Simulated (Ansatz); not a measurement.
# ScB2: energy above lowest point against volume scale

Free energy against uniform scaling of the volume at fixed shape and fractions; periodic cell, basis, potentials, k mesh and filling as listed. The results are calculated, by Ansatz 0.2.0.

The cell before it is scaled or strained (space group P6/mmm, No. 191):
```
cell vectors (Å)
   3.1500     0.0000     0.0000
  -1.5750     2.7280     0.0000
   0.0000     0.0000     3.5200
atoms (fractions of the cell vectors)
Sc  0.00000  0.00000  0.00000
B   0.33333  0.66667  0.50000
B   0.66667  0.33333  0.50000
```

Settings of every row: functional r2SCAN; dispersion none; potentials PAW; wave cutoff 600 eV; density cutoff 2400 eV; k mesh 11x11x8; k shift 0x0x0; occupations fermi dirac; smearing width 0.1 eV; spin none.

Limits: coarse k mesh, up to 40 meV an atom off.

```csv
row,volume scale,V (Å³/atom),energy above lowest point (meV/atom)
1,0.9,9.074,68.1
2,0.925,9.326,35.8
3,0.95,9.579,14.5
4,0.975,9.831,?
5,1,10.083,0
6,1.025,10.335,4.7
7,1.05,10.587,16.3
8,1.075,10.839,33.9
9,1.1,11.091,56.8
```

Question: what energy above lowest point should row 4 give?

Worked fit of energy above lowest point. Take u = (V_r/V)^(2/3) − 1 with V_r = 10.209 Å³ an atom, which is twice the finite (Eulerian) strain; such expansions in the strain, on which the Birch-Murnaghan equation of state is built, carry the rest volume and the bulk modulus. The shown rows have u = 0.08174, 0.06216, 0.04338, 0.00831, -0.00814, -0.02395, -0.03913, -0.05374. Least squares give energy above lowest point = 1.47 − 290 × u + 13670 × u² − 1831 × u³ meV/atom; a parabola predicts inner rows, each left out in turn, worse (root mean square 0.15 against 0.049 meV/atom). All shown rows lie on it to the printed digit. Its lowest point lies at u = 0.0106, or V = 10.05 Å³ an atom, and the curvature there gives the bulk modulus at fixed shape and fractions, B = (4/9)(1 + u)² E″(u)/V = 197 GPa. Letting shape and atoms relax would as a rule lower it, by much in layered, chain or molecular crystals. The withheld row has u = 0.02547, so the fit gives 1.47 − 290 × (0.02547) + 13670 × (0.02547)² − 1831 × (0.02547)³ = 2.9 meV/atom.

The calculation gave 2.9 meV/atom. The fit meets it to the printed digit.
